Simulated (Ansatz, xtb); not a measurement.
**Relative energy of two isomers of CH7NOSi+**

Structure a is the doublet with the links of `C[Si@H]([NH2+])O` and structure b is the doublet with the links of `C[NH+][SiH2]O`. Both are isolated ions in the gas phase, relaxed with r2SCAN-D4/def2-SVP; the shapes shown needn't be the lowest conformers.

a (Å):

```xyz
11

C    -0.6657   -0.1637    2.4874
N    -2.8421    1.6836    2.2771
O    -3.3996   -0.9892    1.9812
Si   -2.2706    0.1007    1.5693
H    -0.8573   -0.3313    3.5575
H     0.0514    0.6573    2.3443
H    -0.2514   -1.0878    2.0435
H    -2.1192    0.4288    0.1265
H    -3.6415    1.7603    2.9216
H    -2.3319    2.5730    2.1940
H    -4.0407   -1.3953    1.3834
```

b (Å):

```xyz
11

C    -0.2425    0.9783   -0.3898
N    -0.9414    0.4538    0.7343
O     0.6279   -1.6853    0.6909
Si   -0.6168   -1.1427    1.5874
H    -0.9624    1.1790   -1.2118
H     0.5503    0.2958   -0.7159
H     0.1697    1.9780   -0.1347
H    -1.7013    1.0529    1.0857
H    -1.9163   -1.8494    1.4538
H    -0.3206   -0.7075    2.9761
H     1.0912   -2.5259    0.8013
```

Energies in hartree; the thermal terms are from r2SCAN-D4/def2-SVP harmonic frequencies (ideal gas, rigid rotor, one conformer each, 298.15 K, 1 atm) and include the zero-point energy:

|  | a | b |
| --- | --- | --- |
| E, CCSD(T)/def2-SVP | −460.393530 | −460.386379 |
| E, MP2/def2-SVP | −460.327691 | −460.318415 |
| E, MP2/def2-TZVPP | −460.791623 | −460.776907 |
| zero-point energy | 0.083091 | 0.083072 |
| H(298 K) − E | 0.091338 | 0.091045 |
| G(298 K) − E | 0.052565 | 0.051704 |

Question: Correct the CCSD(T) difference for the basis set by the MP2 change, then work out ΔE, ΔE₀, ΔH and ΔG for a → b in kcal/mol (1 Eh = 627.51 kcal/mol) and the equilibrium ratio [b]/[a].

Answer: 1. Differences b − a: CCSD(T) +0.007151, MP2 in the small set +0.009276, MP2 in the large set +0.014716 Eh.
2. ΔE = +0.007151 + (+0.014716 − (+0.009276)) = +0.012591 Eh = +7.90 kcal/mol.
3. ΔE₀ = ΔE + ΔZPE = +0.012591 + (−0.000019) Eh = +7.89 kcal/mol.
4. ΔH = ΔE + (−0.000293) Eh = +7.72 kcal/mol.
5. ΔG = ΔE + (−0.000861) Eh = +7.36 kcal/mol, so ΔS = (ΔH − ΔG)/T = +5.0 J/(mol K).
6. kT = 0.9442 mEh, so K = [b]/[a] = exp(−ΔG/kT) = exp(−12.42) ≈ 4.0 × 10^−6.

Structure a is favoured at this temperature. An error of 1 kcal/mol in ΔG would change K by a factor of 5.4. The basis-set step is large, which makes the value less sure. GFN2-xTB, HF/STO-3G gave ΔE the other sign. Mirror images and further conformers aren't counted.

As drawn, b has 1 C–N, 1 Si–H in place of 1 C–Si, 1 N–H.

Other levels gave ΔE = −10.7 (GFN2-xTB); −16.7 (HF/STO-3G, GFN2-xTB geometries); +3.3 (r2SCAN-D4/def2-SVP//GFN2-xTB); +7.0 (r2SCAN-D4/def2-SVP); +5.2 (HF/def2-SVP); +5.8 (MP2/def2-SVP); +4.5 (CCSD(T)/def2-SVP) kcal/mol. Open shells are spin-unrestricted. The correlated steps freeze 8 core orbitals. Programs: Ansatz 0.2.0, xtb 6.7.1.

Isomer a lies below b by 7.90 kcal/mol in electronic energy, and the small zero-point and thermal terms leave that preference essentially electronic. The bond exchange explains its direction: a keeps a strong N–H bond and a Si–C bond, whereas b has a C–N bond and a comparatively weak Si–H bond. In both ions nitrogen is nearly planar with a rather long Si–N bond, which suggests that the electron was removed largely from the nitrogen lone pair. The methyl group in b sits directly on that electron-poor centre and can stabilise it by hyperconjugation and polarisation, so ionisation probably narrows the gap relative to the neutral molecules without reversing it. The reversed sign from HF/STO-3G probably reflects a minimal basis too inflexible to balance the polar bonds to silicon and nitrogen. The equilibrium ratio says nothing about whether the ions interconvert, since that requires methyl and hydrogen to exchange places between silicon and nitrogen, and no barrier was computed.
